**Question**

Five sets of pseudopotentials or PAW data describe the same zincblende AlN crystal with the same PBE functional. The gap runs from the valence top, at the zone centre, to a conduction minimum at the zone boundary. The direct gap is the smallest separation of filled and empty levels at one and the same point, here the zone centre.

ABINIT Kohn–Sham DFT calculations with the PBE functional for zincblende AlN (2-atom cell, not relaxed), without spin polarisation or spin–orbit coupling. All runs use a 10×10×10 k mesh, on which both gaps are taken, and Fermi–Dirac occupations with a width of 0.05 eV; the basis column gives the plane-wave cutoff.

```
                         potentials    basis  gap (eV)  direct gap (eV)  gap less the median of the rows (eV)
                   JTH PAW PBE v2.0   680 eV     3.301            4.175                                -0.023
                      Ansatz NC PBE  1252 eV     3.312            4.187                                -0.012
PseudoDojo NC SR PBE v0.4 stringent  1143 eV     3.324            4.192                                 0.000
                   SPMS NC PBE v1.0   925 eV     3.324            4.205                                 0.000
                   SG15 NC PBE v1.2  1143 eV     3.339            4.201                                 0.015
```

Each run also reports levels on its own energy scale. On these scales the valence top lies at 7.1 eV with JTH and at 3.7 eV with SPMS. The zone-centre level that is mainly N 2s lies about 15 eV below the valence top in every row, and it is 33 meV closer to the top with SG15 than with JTH.

(a) Why do the gaps agree so much better than the raw valence tops?
(b) What kind of level shift accounts for most of the small rise in the gap from JTH to SG15?
(c) Why does SPMS have the largest direct gap but not the largest gap?

**Model answer**

(a) The raw valence top depends on where a run puts its zero of energy. An infinite crystal has no outside vacuum to serve as the zero, so the program ties it to an average of the potential over the cell. That average includes the atomic cores, where each set replaces the true potential by a smooth one of its own design. A different core shape therefore raises or lowers all levels together, and the shift drops out when one level is subtracted from another.

What remains in the gap is the spacing of the levels. Each set is built so that a valence electron outside the core behaves as it does in the full PBE atom, with nearly the same energy and the same scattering. The sets should then give nearly the same spacings in the crystal, and they do. The raw valence tops range over 3.3 eV, whereas the gaps range over 38 meV, about one per cent of their mean.

The gap can therefore be compared between these runs, but the raw edge cannot. The same caution holds when the band edges of two materials are to be lined up. Separate runs of the two crystals have no common zero, even with the same set of potentials, so a further calculation must supply one, for example a model of their interface.

(b) A nitrogen atom helps to sort the shifts that could make up the small remainder. A constant added to its potential moves the 2s and 2p levels together and leaves their spacing alone. A change felt only by p electrons moves the 2p level and alters the spacing. The atom serves only for this sorting. The sets are fitted to its levels, so differences between the potentials are expected to show mainly in the crystal, where the levels spread into bands and mix with those of aluminium.

In AlN the valence top is mainly N 2p. Suppose that this level alone moves down by a small amount, while N 2s and the conduction minimum stay put. The gap then widens by that amount, and the N 2s level comes closer to the valence top by the same amount. With ε for the N 2s level measured from the valence top, a negative number, this gives

gap ≈ mean gap + (ε − mean ε).

From JTH to SG15, ε rises by 33 meV, so the gap should widen by 33 meV. The table gives 3.339 − 3.301 = 0.038 eV, or 38 meV. The slope of one follows from the argument; the only constants are the two means over the five rows. Both worked rows enter these means, but the means cancel in the difference.

A more direct sign is the distance from N 2s to the conduction minimum, which leaves the valence top out. It varies by only 11 meV over the five rows, less than a third of the range of the gap. Most of the rise in the gap from JTH to SG15 is thus a lowering of the valence top relative to both other levels. Because only differences between levels have meaning here, "the valence top moves" is the shortest description of the pattern, and the pattern alone does not reveal its origin.

(c) The direct gap ends at a different conduction level. It equals the gap plus the height of the zone-centre conduction level above the conduction minimum. With SPMS this height is 0.881 eV, the largest of the five, against 0.868 eV with PseudoDojo. The two sets have practically the same gap, so the extra height appears in full in the direct gap of SPMS.

SG15 is the opposite case, with the smallest height. Its direct gap is 4 meV below that of SPMS, but its conduction minimum lies 19 meV less far below the zone-centre level. Its gap is therefore 19 − 4 = 15 meV larger. The order of the rows changes between the two columns because the two conduction levels do not move together.

Theory offers a possible reason. The lowest conduction level at the zone centre is built from s functions on both atoms, whereas the minimum at the zone boundary also contains p functions. A pseudopotential acts separately on s and p electrons, so a small difference in one of these parts affects the two levels unequally. Whether such a difference or the basis sets SPMS apart is untested.

**Remarks on the reasoning**

*Test the picture on another pair of levels.* A uniform stretch of the whole spectrum would also change the gap. It would, however, push N 2s further from the valence top as the gap grows, and the runs show the opposite. The shift of the valence top predicts the gaps with a typical miss of 4 meV, against 13 meV if every row is given the mean gap; the printed output below lists the rows. Smaller steps fit less well. From JTH to Ansatz the gap rises by 11 meV but the N 2s level by only 4 meV, and from PseudoDojo to SG15 the rises are 15 and 6 meV. The shift thus describes the change across the whole group, not every step within it.

*Find where the picture weakens.* A higher conduction level at the zone centre varies by 55 meV when measured from the valence top. Measured from N 2s it still varies by 29 meV, so moving the valence top removes only about half of the change. The one-level shift serves well for the gap, but the higher conduction states have differences of their own.

*Do not credit the most visible setting.* SG15 treats the 2s and 2p electrons of aluminium explicitly, while the other sets freeze them into the core. It also has the largest gap, 15 meV above the next, and it is tempting to connect the two facts. But the four sets that share the frozen core already differ among themselves by 23 meV. A step of 15 meV is no larger than the differences that arise without any change in the core, so this table cannot assign it to the freed electrons.

*Separate the potential from the basis.* The N 2p function is compact, because nitrogen has no p electrons in its core to keep it away from the nucleus, and it takes many plane waves to describe. Too short a basis would be expected to raise this level more than the others and so narrow the gap, which is the kind of shift found in (b). Yet Ansatz has the highest cutoff and the second-smallest gap, while PseudoDojo and SG15 differ at the same cutoff. Cutoff alone does not set the order, though one cutoff can be ample for a soft potential and short for a hard one.

The cause of the valence-top shift thus remains open between the potentials themselves, in their s, p or local parts, and an incomplete basis. All five runs converged without a warning, but that does not show that the basis is complete. The makers of the data found in tests on other systems that such cutoffs can be short for the stress, a quantity more sensitive to the basis than a gap; these runs do not test how far the gaps are affected. Raising the cutoff within each set would decide the matter. Differences that vanished would belong to the basis, and those that stayed would belong to the potentials.

*Do not take agreement for accuracy.* The last column measures each gap from the median of the rows, so a value of zero marks the middle of the group and not the true gap. All five sets imitate the same PBE atom and inherit the same error of the functional. The PBE gap lies about 2 eV below a rough recalled measured value of 5.3 eV, some fifty times the range between the sets. Atomic vibrations, left out here, would lower the computed gap further, so they do not explain the shortfall. For the real gap of zincblende AlN, a better level of theory matters far more than the choice among these five sets.

Numerical output:

```
Levels in eV:
                                  row  raw valence top  N 2s from valence top  direct less indirect gap  N 2s to conduction minimum
                     JTH PAW PBE v2.0             7.08                 -14.99                     0.874                        18.3
                        Ansatz NC PBE            5.938                 -14.99                     0.875                        18.3
  PseudoDojo NC SR PBE v0.4 stringent            5.159                 -14.97                     0.868                       18.29
                     SPMS NC PBE v1.0            3.748                 -14.97                     0.881                       18.29
                     SG15 NC PBE v1.2            6.129                 -14.96                     0.862                        18.3
Shift model for the gap in eV:
                                  row  predicted gap  prediction less value
                     JTH PAW PBE v2.0          3.302                  0.001
                        Ansatz NC PBE          3.306                 -0.006
  PseudoDojo NC SR PBE v0.4 stringent          3.329                  0.005
                     SPMS NC PBE v1.0          3.328                  0.004
                     SG15 NC PBE v1.2          3.335                 -0.004
Range of the gap over the rows (meV): 38
Range of the gap as share of its mean (percent): 1.145
Range of the direct gap (meV): 30
Range of the raw valence top (eV): 3.332
Range of raw valence top divided by range of gap: 87.69
Range of N 2s level from valence top (meV): 33
Range of distance N 2s to conduction minimum (meV): 11
Range of distance N 2s to lowest conduction level at zone centre (meV): 18
Range of second upper zone-centre level from valence top (meV): 55
Range of distance N 2s to second upper level (meV): 29
Rms miss of the gap if one constant serves all rows (meV): 12.79
Rms miss of the gap with the valence-top shift (meV): 4.336
Rms miss of the gap with a uniform stretch (meV): 15.62
Range of the gap among sets with 3 Al electrons (meV): 23
SG15 gap less largest gap with 3 Al electrons (meV): 15
Rank correlation of gap with cutoff: 0.3
Rough recalled measured gap less mean PBE gap (eV): 1.98
```
